**Can the HSE06 levels at two points be forecast from their r2SCAN levels?**

The crystal is an ordered Ga4As3P cell, one arsenic in four replaced by phosphorus. Its band levels are known by a cheaper method, r2SCAN, and by a costlier one, HSE06. At the points R and G both sets are covered up. The question is whether the r2SCAN level at such a point, once uncovered, is enough to forecast its HSE06 partner, and how large an error must be allowed.

Band levels of ordered Ga4As3P (8-atom primitive cell, space group I-42m, conventional a = 5.612 Å, c = 11.221 Å), each measured from its own method's valence top. Ansatz 0.2.0, plane-wave PAW, no spin polarisation; the cheaper level is r2SCAN (6×6×6 k mesh, 500 eV cutoff) and the costlier HSE06 (4×4×4, 420 eV), both on the r2SCAN-relaxed cell.

| point name | band v1, cheaper level (eV) | band c1, cheaper level (eV) | band c2, cheaper level (eV) | band v1, costlier level (eV) | band c1, costlier level (eV) | band c2, costlier level (eV) |
| --- | --- | --- | --- | --- | --- | --- |
| Gamma | 0.000 | 1.294 | 1.795 | 0.000 | 1.693 | 2.109 |
| X | -1.027 | 1.503 | 1.520 | -1.062 | 1.906 | 1.913 |
| P | -1.062 | 2.394 | 2.631 | -1.099 | 2.836 | 3.067 |
| N | -1.201 | 3.360 | 3.459 | -1.235 | 3.857 | 3.934 |
| M | -1.613 | 1.676 | 1.884 | -1.674 | 1.992 | 2.197 |
| S | -1.074 | 1.985 | 3.203 | -1.112 | 2.357 | 3.606 |
| S_0 | -1.074 | 1.985 | 3.203 | -1.112 | 2.357 | 3.606 |
| R | ? | ? | ? | ? | ? | ? |
| G | ? | ? | ? | ? | ? | ? |

Each row is a k point, that is, a wave vector of an electron in the crystal; Gamma is wave vector zero. Band v1 is the highest filled level at that point, c1 the lowest empty one and c2 the next above it. Each method counts energy from its own valence top, so the zeros at Gamma are a convention and not an agreement. What can be compared is how far a level lies from that top.

**What the known rows do**

Below the top the pattern is simple. HSE06 puts v1 deeper than r2SCAN does by about 3 to 4 % at each known point other than Gamma. That reads as a stretch of the valence band. Yet X, P, N and S lie at similar depth and deepen by a nearly constant 0.034 to 0.038 eV. Only M, the deepest, with 0.061 eV, tells a factor from a constant shift.

Above the gap the pattern is less tidy. The lowest empty level rises by 0.40 eV at Gamma and by 0.50 eV at N, the highest of the c1 levels, so the correction is not one rigid shift. Nor does it simply follow energy: M lies above Gamma in c1, yet rises by only 0.32 eV.

**Why a costlier method should open and stretch the bands**

HSE06 replaces part of the short-range exchange of a semilocal functional by exact exchange. Exact exchange lowers an electron in a filled orbital strongly, partly because it removes the electron's spurious repulsion from itself. An empty orbital shares less of its charge pattern with the filled ones and is lowered less. The distance from filled to empty levels therefore grows, which counters the too small gaps of semilocal functionals. HSE06 is built on the functional PBE, though, and not on r2SCAN, so exact exchange need not be the whole difference between the two methods here.

The stretch has a related origin. Exact exchange is nonlocal: it links the orbital on one atom to that on its neighbour, and between bonded atoms this adds to the coupling that spreads levels into a band. If every coupling grew by the same factor, the depth of each filled level below the valence top would grow by roughly that factor too. This is an argument from theory; the table fits a stretch but does not show the couplings.

It suggests two short rules. The depth of v1 is multiplied by one factor. The rise of c1 is a constant, for the opening of the gap, plus a part proportional to the r2SCAN energy E, for the stretch of the empty bands.

Least squares on the known points, with the identical rows S and S_0 counted once, gives

- HSE06 depth of v1 = 1.035 × r2SCAN depth (Gamma left out, since its zero is fixed by convention)
- rise of c1 = 0.28 eV + 0.061 × E

The valence rule rests on five points and reproduces each within 0.01 eV. The conduction rule rests on six and is much looser. Its slope is uncertain by almost half its value and leans on N, which lies far above the rest. Constant and slope also trade against each other, so neither measures the gap opening or the stretch by itself.

**Where the second rule is weak**

M shows the weakness best. Its c1 level lies at 1.676 eV in r2SCAN, for which the rule gives a rise of 0.38 eV. The calculation gives 0.32 eV, although M was one of the points used to find the rule.

The levels c2 were not used, so they make a further trial, though not a fully independent one. At X, P and N the rule serves them well, within 0.02 eV, but there c2 lies close above the fitted c1 and rises by nearly the same amount, so these hits largely repeat the fit. At Gamma, M and S it overstates the rise by 0.07 to 0.08 eV. When each c1 point in turn is left out and forecast from the others, the typical miss is 0.05 eV, against 0.07 eV for a rigid shift. The line is thus only modestly better, and since its slope leans on N that edge is not secure. The allowance used below is about twice its typical miss; with six points it is itself rough.

**What the shape of the cell adds**

This cell holds four times as many atoms as the smallest cell of zincblende, the structure of GaAs. A larger cell has fewer distinct wave vectors, so several zincblende points are folded onto one point here. Zincblende has well-known low valleys of empty states at its points called L and X. With the long edge twice the short one, L folds onto the row X, while zincblende X folds onto the rows Gamma and M. The name X thus means different things in the two cells.

R and G sit at their usual positions for a body-centred tetragonal cell with a long axis. The symmetry of the crystal carries R into G, just as it carries S into S_0. Two of the zincblende points folded onto R lie close to L but not on it, and the other two are far from any low valley. Since the valley has its bottom at L, the lowest empty level at R should lie higher than at X.

**The forecasts**

1. G repeats R in every column.
2. The c1 level at R and G lies above that at X in both methods, so neither point takes over the gap.
3. HSE06 puts v1 deeper by the factor found above, some 3 to 4 %, within ±0.02 eV.
4. HSE06 puts c1 and c2 at the r2SCAN level plus the rise given by the line, within ±0.10 eV. For c1 the rise should be near 0.4 eV.

The last two are conditional, since they need the r2SCAN level at the same point. If the first holds, R and G make one test and not two.

The withheld rows as computed:

| point name | band v1, cheaper level (eV) | band c1, cheaper level (eV) | band c2, cheaper level (eV) | band v1, costlier level (eV) | band c1, costlier level (eV) | band c2, costlier level (eV) |
| --- | --- | --- | --- | --- | --- | --- |
| R | -1.127 | 1.915 | 1.961 | -1.166 | 2.321 | 2.363 |
| G | -1.127 | 1.915 | 1.961 | -1.166 | 2.321 | 2.363 |

**What came out**

R and G agree in every printed column, as symmetry demands. Their c1 level lies above that at X by 0.412 eV in r2SCAN and 0.415 eV in HSE06, so the order was forecast correctly; its size had not been forecast. The smallest gap among the listed points stays at Gamma, 1.29 eV in r2SCAN and 1.69 eV in HSE06. Neither run includes spin–orbit coupling, which would be expected to lift the valence top and so narrow both gaps a little.

The valence forecast hits: the rule gives −1.166 eV for v1 in HSE06, and so does the calculation. Agreement this close is better than the rule had earned, for its typical miss on a point left out is about 0.006 eV. Nor does it test the factor against a constant shift: R lies among the four shallower points and deepens by 0.039 eV, much as they do.

The conduction estimate at R, a point that took no part in the fit, runs as follows.

- r2SCAN level of c1: 1.915 eV
- rise from the line: 0.280 + 0.061 × 1.915 = 0.397 eV
- forecast for HSE06: 1.915 + 0.397 = 2.312 eV
- computed by HSE06: 2.321 eV

The miss is 0.009 eV, and for c2 it is 0.002 eV. Both lie far inside the allowed 0.10 eV. The two methods were run with different k meshes and cutoffs, and R, G, S and S_0 lie on neither mesh, so differences of this size deserve no explanation.

**Why the hit proves less than it seems**

A single rigid shift, the mean rise of the known c1 levels, would have given 0.405 eV at R. The computed rise is 0.406 eV, so the cruder rule does even better here. The reason is plain: R lies near the middle of the known energies, where the sloping line and the constant shift almost cross. The point confirms the size of the correction but cannot decide between the two rules.

It does sharpen what M already showed about energy as a guide. In r2SCAN the c1 level at R lies only 0.03 eV above the c2 level at M. Yet the first rises by 0.41 eV and the second by 0.31 eV. No gently varying rule that knows only the energy can give two such close neighbours such different rises.

The folding offers a better way to sort them, though I did not use it for the forecast. The levels c1 and c2 at X and R probably belong to the L valleys, and these four rise by 0.39 to 0.41 eV. The c2 level at Gamma and both empty levels at M probably come from zincblende X, and these three rise by 0.31 to 0.32 eV. For these seven levels the correction is almost rigid within each group and differs by nearly 0.1 eV between them. The sorting does not cover every row. By the same geometry the empty levels at P should also stem from near L, farther from it than those at R, and they rise by 0.44 eV. The c1 level at S probably lies on the way from Gamma to zincblende X and rises by 0.37 eV, between the two groups. The rigid value holds close to the valley points, not for every state of one origin.

That would also explain the misfit at M: the line averages over kinds of state that respond differently. The assignment rests on geometry and on the matching rises, because the orbitals themselves were not analysed. Why the states from zincblende X should rise less remains open. A projection onto atoms and orbital shapes would be the natural next step.

**What this means for use**

For the gap at Gamma a constant correction does no harm, because it can be chosen to fit there. The distance between valleys is another matter. From Gamma to M this distance is 1.676 − 1.294 = 0.38 eV in r2SCAN, but 1.992 − 1.693 = 0.30 eV in HSE06. A rigid shift would keep the first value and so place this valley 0.08 eV too high by the standard of HSE06. With no measured levels in the table, that standard is the only one available here. The nearest side valley, at the row X, escapes the fault: it lies 0.21 eV above Gamma in both methods.

Cells richer in phosphorus make the point sharper. In GaP the lowest empty states lie near zincblende X and not at Gamma. If such states rise less there too, a shift taken from Gamma would overstate the gap itself. This one ordered cell cannot test that, nor does it stand for a random alloy. It does suggest what to ask before a correction is carried from one k point to another: whether the two levels belong to the same kind of valley, and not only whether their energies are close.
